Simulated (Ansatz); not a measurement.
B₂Ru: the change of energy above lowest point and pressure with volume scale

Results calculated with Ansatz 0.2.0, not measured. Free energy against uniform scaling of the volume at fixed shape and fractions; periodic cell, basis, potentials, k mesh and filling as listed.

The cell before it is scaled or strained (space group Pmmn, No. 59):
```
cell vectors (Å)
   2.8650     0.0000     0.0000
   0.0000     4.6450     0.0000
   0.0000     0.0000     4.0450
atoms (fractions of the cell vectors)
B   0.00000  0.80900  0.36100
B   0.00000  0.19100  0.36100
B   0.50000  0.30900  0.63900
B   0.50000  0.69100  0.63900
Ru  0.00000  0.00000  0.84920
Ru  0.50000  0.50000  0.15080
```

Settings of every row: functional PBEsol; dispersion none; potentials PAW; wave cutoff 450 eV; density cutoff 1800 eV; k mesh 8x5x6; k shift 0x0x0; occupations cold; smearing width 0.1 eV; spin none.

Limits: coarse k mesh, up to 40 meV an atom off.

| row | volume scale | V (Å³/atom) | energy above lowest point (meV/atom) | pressure (GPa) |
| --- | --- | --- | --- | --- |
| 1 | 0.88 | 7.895 | 119.6 | 45.56 |
| 2 | 0.92 | 8.254 | ? | ? |
| 3 | 0.96 | 8.613 | 3.9 | 8.68 |
| 4 | 1 | 8.972 | 0 | -4.7 |
| 5 | 1.04 | 9.331 | 23.1 | -15.56 |
| 6 | 1.08 | 9.69 | 68.2 | -24.36 |
| 7 | 1.12 | 10.048 | 131 | -31.48 |

Question: what energy above lowest point and pressure should row 2 give?

Worked fit of energy above lowest point. Take u = (V_r/V)^(2/3) − 1 with V_r = 9.1515 Å³ an atom, which is twice the finite (Eulerian) strain; such expansions in the strain, on which the Birch-Murnaghan equation of state is built, carry the rest volume and the bulk modulus. The shown rows have u = 0.10347, 0.04126, 0.01329, -0.01287, -0.0374, -0.0604. Least squares give energy above lowest point = 8.5 − 892.09 × u + 18878.3 × u² + 1166 × u³ meV/atom; a parabola predicts inner rows, each left out in turn, worse (root mean square 0.19 against 0.032 meV/atom). All shown rows lie on it to the printed digit. Its lowest point lies at u = 0.0236, or V = 8.837 Å³ an atom, and the curvature there gives the bulk modulus at fixed shape and fractions, B = (4/9)(1 + u)² E″(u)/V = 320 GPa. Letting shape and atoms relax would as a rule lower it, by much in layered, chain or molecular crystals. The withheld row has u = 0.07124, so the fit gives 8.5 − 892.09 × (0.07124) + 18878.3 × (0.07124)² + 1166 × (0.07124)³ = 41.2 meV/atom.

The calculation gave 41.2 meV/atom. The fit meets it to the printed digit.

Worked fit of pressure. Take u = (V_r/V)^(2/3) − 1 with V_r = 9.1515 Å³ an atom, which is twice the finite (Eulerian) strain; such expansions in the strain, on which the Birch-Murnaghan equation of state is built, carry the rest volume and the bulk modulus. The shown rows have u = 0.10347, 0.04126, 0.01329, -0.01287, -0.0374, -0.0604. Least squares give pressure = −10.41 + 414.373 × u + 1136.15 × u² + 841.2 × u³ GPa; a parabola predicts inner rows, each left out in turn, worse (root mean square 0.14 against 0.0039 GPa). All shown rows lie on it to the printed digit. The pressure vanishes at u = 0.0236, or V = 8.837 Å³ an atom, and there the bulk modulus at fixed shape and fractions is B = −V dP/dV = (2/3)(1 + u) dP/du = 320 GPa. Letting shape and atoms relax would as a rule lower it, by much in layered, chain or molecular crystals. The withheld row has u = 0.07124, so the fit gives −10.41 + 414.373 × (0.07124) + 1136.15 × (0.07124)² + 841.2 × (0.07124)³ = 25.18 GPa.

The calculation gave 25.18 GPa. The fit meets it to the printed digit.
